\section*{Which sheath forms on a positive electrode?}

\textbf{Speaker.} Here is the problem. A hydrogen multidipole chamber has a grounded wall of loss area $A_w=1$ m$^2$. The source is inductive and injects no net charge. As illustrative inputs take $n=10^{9}$ cm$^{-3}$, Maxwellian electrons with $T_e=3$ eV, cold H$_3^+$ ions ($M=3.02$ u, $m=5.486\times10^{-4}$ u) and no negative ions. An electrode sits at $V_E=+30$ V. Find its sheath and the plasma potential $V_p$ for exposed areas $A_E=50$, 280 and 800 cm$^2$.

The argument is that of Baalrud, Hershkowitz and Longmier (2007): in steady state electrons and ions leave at equal rates. I write $T_e$ in volts and $a=A_E/A_w$. Electrons cross a barrier $\Delta V$ with flux $\Gamma_e\exp(-\Delta V/T_e)$, where
\begin{equation}
e\Gamma_e=en\sqrt{\frac{eT_e}{2\pi m}}=46.4\ \mathrm{A\,m^{-2}} .
\end{equation}
Ions reach the Bohm speed $\sqrt{eT_e/M}$ after a presheath drop $T_e/2$, which lowers the density by $\kappa=\exp(-1/2)=0.607$. The flux ratio is
\begin{equation}
\mu=\frac{\Gamma_i}{\Gamma_e}=\kappa\sqrt{\frac{2\pi m}{M}}=\sqrt{\frac{2.31\,m}{M}}=0.0205 ,
\end{equation}
so the wall draws $\mu e\Gamma_eA_w=0.95$ A of ions.

A monotonic electron sheath collects the full $\Gamma_e$ and no ions:
\begin{equation}
a+\exp(-V_p/T_e)=\mu\quad\Rightarrow\quad a<\mu .
\end{equation}
An ion sheath collects both species:
\begin{equation}
\exp\!\left(-\frac{V_p-V_E}{T_e}\right)=\frac{\mu(1+a)}{a+\exp(-V_E/T_e)} .
\end{equation}
It needs at least the presheath drop, so the left side cannot exceed $\kappa$. Here $\exp(-V_E/T_e)=4.5\times10^{-5}$ is negligible, and
\begin{equation}
a>\frac{1}{\kappa/\mu-1}=0.0350=1.71\,\mu .
\end{equation}
The lower limit $\mu A_w$ and the upper limit are:
\begin{center}
\begin{tabular}{lcccc}
ion & $M$ (u) & $\mu$ & lower (cm$^2$) & upper (cm$^2$)\\
H$^+$ & 1.01 & 0.0354 & 354 & 620\\
H$_3^+$ & 3.02 & 0.0205 & 205 & 350\\
N$_2^+$ & 28.0 & 0.0067 & 67 & 112
\end{tabular}
\end{center}
The last row is a nitridation plasma with the same wall area.

At 50 cm$^2$ we have an electron sheath: $V_p=-T_e\ln(\mu-a)=12.5$ V, against 11.7 V without electrode, and the current is 0.23 A. At 800 cm$^2$ the exponential is 0.276, an ion sheath, and $V_p=30\ \mathrm{V}+3.9\ \mathrm{V}=33.9$ V: the plasma rides above the electrode. At 280 cm$^2$ both are excluded. An electrode above $V_p$ then needs a dip of depth $\delta$ below $V_p$ in front of it, a double sheath, with
\begin{equation}
a\exp(-\delta/T_e)+\exp(-V_p/T_e)=\mu,\qquad \delta>T_e\ln\frac{a}{\mu}=0.94\ \mathrm{V}.
\end{equation}

\textbf{Question.} Only a bound?

\textbf{Speaker.} Yes, one equation for $\delta$ and $V_p$. The balance also does not prove that the dip survives: ions trapped in it by charge exchange fill it unless they escape, for instance sideways to an insulator.

\textbf{Question.} Does the bias matter?

\textbf{Speaker.} The ion-sheath limit assumes that the wall takes no electrons. Keeping that term, $a>[\mu-\kappa\exp(-V_E/T_e)]/(\kappa-\mu)$, and below $V_E=T_e\ln(\kappa/\mu)=10.2$ V every size has an ion sheath.

\textbf{Question.} Our multidipole runs on filaments.

\textbf{Speaker.} Then electron loss exceeds ion loss by the emitted current. If 1 A thermalises completely at the same $n$ and $T_e$, it rivals the 0.95 A, and the lower limit moves to $\mu A_w+1\ \mathrm{A}/e\Gamma_e=420$ cm$^2$.

\textbf{Question.} Is there no electron presheath?

\textbf{Speaker.} The model omits it. If electrons entered with a Bohm-like flux $\kappa n\sqrt{eT_e/m}$, larger than $\Gamma_e$ by $\kappa\sqrt{2\pi}=1.52$, the lower limit would be $A_w\sqrt{m/M}=135$ cm$^2$. The 50 cm$^2$ verdict survives that, and so does the 280 cm$^2$ verdict, since $135<280<350$. If H$^+$ dominates, 280 cm$^2$ has an electron sheath only without the presheath, where the limit is 354 cm$^2$; with it the limit falls to 233 cm$^2$, and 280 cm$^2$ lies in the double-sheath window from 233 to 620 cm$^2$.

\textbf{Question.} And the magnets?

\textbf{Speaker.} $A_w$ is the area to which the plasma leaks, and both limits are proportional to it. Cusp fields typically cut it well below the geometric area, by a factor of several or more, so a chamber with 1 m$^2$ of metal has limits lower by that factor; a leak area of 0.1 m$^2$ gives 20 and 35 cm$^2$. For 1 m$^2$ of loss area and H$_3^+$, the model's limits are about 200 and 350 cm$^2$.